A plane-wave calculation ought to show when it is converged. Each increase of the cutoff, the highest kinetic energy of the waves that describe the electrons, admits finer ripples into the orbitals. Each should matter less than the one before, so when the energy stops moving the work is done. For this crystal of SiO2 the energy does almost stop moving, near 500 eV, but it does so too early.

SiO2 (space group I-42d, 6 atoms in the cell, 14.07 Å³ an atom) at fixed atoms, computed with Ansatz 0.2.0: plane-wave PAW (soft_2 datasets), scalar-relativistic r2SCAN, k mesh 8×8×8. The reference is the same calculation at a wave cutoff of 850 eV. Pressure is positive in compression and corrected for the finite cutoff; the force change is the largest over atoms and axes.

```
wave cutoff (eV)  energy less reference (meV/atom)  pressure less reference (GPa)  largest force change (eV/Å)  plane waves at gamma  gap on mesh (eV)
             150                             13100                            -17                        0.807                   355             5.184
             200                              4470                           4.28                        0.368                   557             6.122
             250                              1200                            2.8                        0.260                   765             6.569
             300                               279                          0.066                      0.00670                   991             6.652
             350                              53.5                         -0.053                      0.00144                  1267             6.689
             380                              18.5                         -0.021                      0.00079                  1419             6.692
             460                              3.98                          0.029                      0.00217                  1905             6.696
             500                              3.51                          0.026                      0.00204                  2141             6.696
             520                              3.15                          0.025                      0.00185                  2317             6.696
             600                              1.27                          0.011                      0.00056                  2823             6.695
             700                             0.301                          0.001                     6.00e-05                  3537             6.695
```

### The stall at 520 eV

Someone who raises the cutoff from 460 to 520 eV sees the energy change by $3.98-3.15=0.83$ meV/atom. With a tolerance of 1 meV/atom the search would end there. Yet the energy at 520 eV still lies 3.15 meV/atom above the 850 eV reference, nearly four times the change just observed. The true remainder is unknown, because the reference has an untested error of its own.

The other columns don't raise the alarm. Over the same three rows the pressure and force errors hardly change either, and the gap stands still. At 600 eV the errors in energy, pressure and force have all dropped to less than half of their values at 520 eV. This common behaviour suggests that all three were waiting for the same missing waves.

The likely reason lies in what the waves have to build. In the PAW method the rapidly varying orbital near each nucleus is replaced by a smooth one, joined to the true orbital at a finite radius. A function joined together at a definite radius needn't have a steadily fading spectrum. Like light behind a small round hole, its spectrum can have bright rings and dark ones between them. When the cutoff moves through a dark ring, the new waves find almost nothing to describe and the energy stalls. In the next bright ring they become useful again.

Perturbation theory puts this picture into a formula. Adding one wave of kinetic energy $T$ lowers the energy by roughly $(T-\varepsilon)|c|^2$, where $\varepsilon$ is the energy of the orbital and $c$ the amplitude of that wave in it. The energy gained per added wave is therefore a rough measure of the spectrum. To obtain it, the waves have to be counted. A cell of volume $V$ holds

$$N=\frac{V k^3}{6\pi^2},\qquad k=\frac{\sqrt{2mE}}{\hbar}$$

waves below the cutoff $E$, where $k$ is the largest wave number and $m$ the electron mass.

At 500 eV, with $\hbar^2/2m=3.81$ eV Å$^2$, $k=\sqrt{500/3.81}=11.46$ Å$^{-1}$. The six atoms fill $6\times14.07=84.4$ Å$^3$, so $N=84.4\times11.46^3/59.2\approx2140$, in agreement with the 2141 plane waves counted at Gamma. The two must agree closely, since both count the waves in the same sphere. The shortest wave is $2\pi/k\approx0.55$ Å long, about a third of a Si–O bond.

Since $N$ grows as $E^{1.5}$, about 250 waves enter between 460 and 500 eV, and together they lower the energy by 0.47 meV/atom. That is 1.9 µeV/atom for each wave. Between 520 and 600 eV about 540 waves bring 1.88 meV/atom, or 3.5 µeV/atom each. The later waves are worth almost twice as much as the earlier ones, although they are finer.

This renewed rise is the fingerprint of the failure. Up to 500 eV the gain per wave falls at every step; then it rises over two steps and falls again towards 700 eV. A soft element and a hard one, each with a steadily fading spectrum, would together give a slower decline but no rise. The kinetic energy $T$ grows by only about a sixth between the middles of the two intervals, so most of the rise must come from the amplitude, if the formula holds.

The numbers thus show the stall and the recovery, while the dark ring is an inference, since no orbital spectrum was printed. The density cutoff was also raised in step, always to four times the wave cutoff, and its share can't be separated. Oxygen 2p is the likely source: there is no inner p shell to keep it away from the nucleus, so it is compact and needs short waves. One compound can't prove that assignment.

Extrapolation doesn't mend the stall. Two steady decays, one exponential in the cutoff energy and one in the wave number, were fitted to the six rows below 400 eV. For 520 eV, which was not part of the fit, they predict errors of 0.4 and 1.4 meV/atom, against the computed 3.15. The steep early fall therefore promises a convergence that doesn't come. The printed analysis after this text gives both fits and the gain per wave for every step.

### A good pressure on a poor energy at 300 eV

At 300 eV the columns seem to contradict each other. The energy is wrong by 279 meV/atom, yet the pressure differs from the reference by less than 0.1 GPa. Either number, read alone, would give a false verdict on the calculation.

The contradiction disappears once it is clear that a force is a slope. It measures how the energy changes when an atom moves, and an error that stays the same during the move drops out. The largest force error at 300 eV is 0.0067 eV/Å. If one oxygen atom moves by 0.1 Å along the line of its force, the energy error of the cell therefore changes, to first order, by only about 0.7 meV, while the error itself is $6\times279=1674$ meV. The same sum gives less than one per cent of the cell's error in every row.

This is what one expects if most of the error is a fixed energy cost that each atom carries with it. The missing short waves are needed mainly close to the nuclei, where the orbitals are steep and neighbours alter them little. This is why energies of similar structures are compared at the same cutoff, and why energies from different cutoffs must not be mixed. The table supports the cancellation only for small displacements, not for two different crystals.

The pressure needs one more step. If the cell expands with a fixed set of waves, every wave is stretched, the effective cutoff falls and the energy rises artificially. The crystal then seems to pull itself together. From the slope of the energy error, this false tension at 300 eV is roughly 20 GPa. The tabulated pressures are corrected for it, and without that correction the pressure would be as poor a result as the energy.

Even so, a single small error is weak evidence. The pressure error is positive at 300 eV and negative at 350 eV, so it passes through zero somewhere between these two rows. The force error changes sign there too, and again between 350 and 380 eV, which helps to explain why it is smaller at 380 than at 460 eV. Several neighbouring rows have to agree, and the signs must be followed as well as the sizes.

### The wrong direction at 250 eV

The cancellation has a limit, and the row at 250 eV lies beyond it. The cell isn't relaxed, so each oxygen atom feels a force along one axis. On the first of them it is $-0.195$ eV/Å in the reference. At 250 eV the calculation gives $+0.066$ eV/Å. A relaxation would begin by pushing the atom the wrong way.

The error is still almost the same after a small displacement, but "almost" no longer suffices. The cell's energy error is now $6\times1200=7200$ meV, and a displacement of only 0.01 Å changes it by 2.6 meV. The reference force changes the energy by only about 2 meV over the same distance. A small fraction of a huge error has outgrown the quantity that was wanted.

The failure can be seen without any reference. Between 250 and 300 eV the force on oxygen changes sign, while the energy still falls by 921 meV/atom. The program also warned of a low cutoff in all rows up to 460 eV. The warning is absent at 500 eV, but that row lies in the middle of the stall, so its absence doesn't certify a total energy to 1 meV/atom.

What counts as converged therefore depends on the purpose. For forces in this crystal, 460 eV already leaves an error of about one per cent of the force on oxygen. For a total energy to 1 meV/atom, even 600 eV falls slightly short of the reference. In this crystal, a search for that cutoff should continue past the first quiet stretch, until the gain per wave has risen and fallen again.

Output of the analysis:

```
fit of lne on 6 rows (wave_cutoff < 400): constant 14.05 +/- 0.33, coefficient of wave_cutoff -0.02871 +/- 0.0012; rms 0.189, worst 150 0.263, leave-one-out rms 0.331
  rows outside the fit (model, value, miss): 460 0.8438, 1.381, -0.537; 500 -0.3045, 1.256, -1.56; 520 -0.8787, 1.147, -2.03; 600 -3.175, 0.239, -3.41; 700 -6.046, -1.201, -4.85
fit of lne on 6 rows (wave_cutoff < 400): constant 21.07 +/- 1.1, coefficient of sqrt(wave_cutoff) -0.9097 +/- 0.067; rms 0.338, worst 150 0.445, leave-one-out rms 0.609
  rows outside the fit (model, value, miss): 460 1.556, 1.381, 0.175; 500 0.7258, 1.256, -0.53; 520 0.323, 1.147, -0.824; 600 -1.216, 0.239, -1.45; 700 -3.001, -1.201, -1.8
Convergence:
  row  energy drop from row before (meV/atom)  gain per added wave (micro-eV/atom)  error if exponential in energy (meV/atom)  error if exponential in wave number (meV/atom)  force on O (eV/A)  signed force error (eV/A)  gap less that at 700 eV (eV)
  150                                     n/a                                  n/a                                      17046                                           20447             -1.002                    -0.8071                        -1.511
  200                                    8630                                45421                                       4057                                            3648             0.1737                     0.3684                        -0.573
  250                                    3270                                15173                                      965.6                                           799.2            0.06564                     0.2603                        -0.126
  300                                     921                                 3865                                      229.8                                           202.5             -0.188                     0.0067                        -0.043
  350                                   225.5                                870.4                                       54.7                                            57.3            -0.1961                   -0.00145                        -0.006
  380                                      35                                212.4                                      23.12                                           28.05            -0.1939                    0.00079                        -0.003
  460                                   14.52                                30.82                                      2.325                                           4.742            -0.1925                    0.00217                         0.001
  500                                    0.47                                1.866                                     0.7375                                           2.066            -0.1926                    0.00204                         0.001
  520                                    0.36                                2.772                                     0.4153                                           1.381            -0.1928                    0.00185                         0.001
  600                                    1.88                                3.455                                    0.04178                                          0.2965            -0.1941                    0.00056                             0
  700                                   0.969                                1.322                                   0.002366                                         0.04974            -0.1948                     -7e-05                             0
Largest deviation of the continuum wave count from the count at Gamma (%): 2.674
Gain per wave from 520 to 600 eV over that from 460 to 500 eV (ratio): 1.852
Gain per wave from 700 to 850 eV (micro-eV/atom): 0.2508
Error left at 520 eV over the energy change from 460 to 520 eV (ratio): 3.795
Energy error of the whole cell at 300 eV (meV): 1674
First-order change of that error when one O moves by 0.1 A (meV): 0.67
Pressure error at 300 eV without finite-cutoff correction, order of magnitude (GPa): -19.77
Energy error at 600 eV over that at 520 eV (ratio): 0.4032
Pressure error at 600 eV over that at 520 eV (ratio): 0.44
Force error at 600 eV over that at 520 eV (ratio): 0.3027
```
